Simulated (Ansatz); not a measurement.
## Ligand exchange: C2H8N2 + InH2(OH) → C2H7NO + InH2(NH2)

Species: C2H8N2 (ethylenediamine) `NCCN`, singlet; InH2(OH), singlet; C2H7NO (ethanolamine) `NCCO`, singlet; InH2(NH2), singlet. The partners trade NH2 for OH: C–NH2 and In–OH bonds give way to C–OH and In–NH2.

Shapes, held fixed at every level: PBE0-D4/def2-TZVP. Flexible molecules stand in one conformer, not always the lowest. Programs: Ansatz 0.2.0. The zero-point and thermal change to 298 K, harmonic and unscaled (PBE0-D4/def2-TZVP), is -1.4 kJ/mol.

```csv
level,kind,ΔH(298 K) (kJ/mol),less CCSD(T)/def2-TZVPP
r2SCAN-D4/def2-TZVPP,meta-GGA,+26.2,+3.0
B3LYP-D4/def2-TZVPP,global hybrid,+25.2,+2.0
r2SCAN0-D4/def2-TZVPP,global hybrid,+23.4,+0.2
wB97X-V/def2-TZVPP,range-separated hybrid,+23.6,+0.4
MP2/def2-SVP,perturbation theory,+24.4,+1.2
CCSD/def2-SVP,coupled cluster or CI,+20.6,-2.6
CCSD/def2-TZVPP,coupled cluster or CI,+22.1,-1.1
CCSD(T)/def2-TZVPP,coupled cluster or CI,+23.2,0.0
```

The highest level, CCSD(T)/def2-TZVPP, gives ΔH(298 K) = +23.2 kJ/mol; the levels span +20.6 to +26.2. The column of differences is taken from that level and isn't an error. No measured value is set beside it here. For atoms past krypton def2 sets carry core potentials with scalar relativity. Correlated rows may include outer-core shells of In, which these sets cover unevenly.

Exchange is endothermic at every level, so indium holds hydroxide in preference to amide more strongly than the carbon of the ethylene chain does. The likely reason is bond polarity: indium is much more electropositive than carbon and gains more from binding the more electronegative oxygen. Amide nitrogen is the better π donor towards the formally empty 5p orbital of indium, but this evidently doesn't make up the difference. An O–H···N contact in ethanolamine, if present in the conformer used, would favour the products and so partly mask the preference.

The sign is secure across the methods, the size less so. With CCSD, the larger basis raises the value from +20.6 to +22.1 kJ/mol, and triples raise it further to +23.2. The closeness of MP2/def2-SVP to the top level therefore probably owes something to cancellation between basis and correlation errors. The result concerns isolated monomers and doesn't carry over directly to condensed phases, where indium hydroxides and amides tend to associate through bridging ligands.
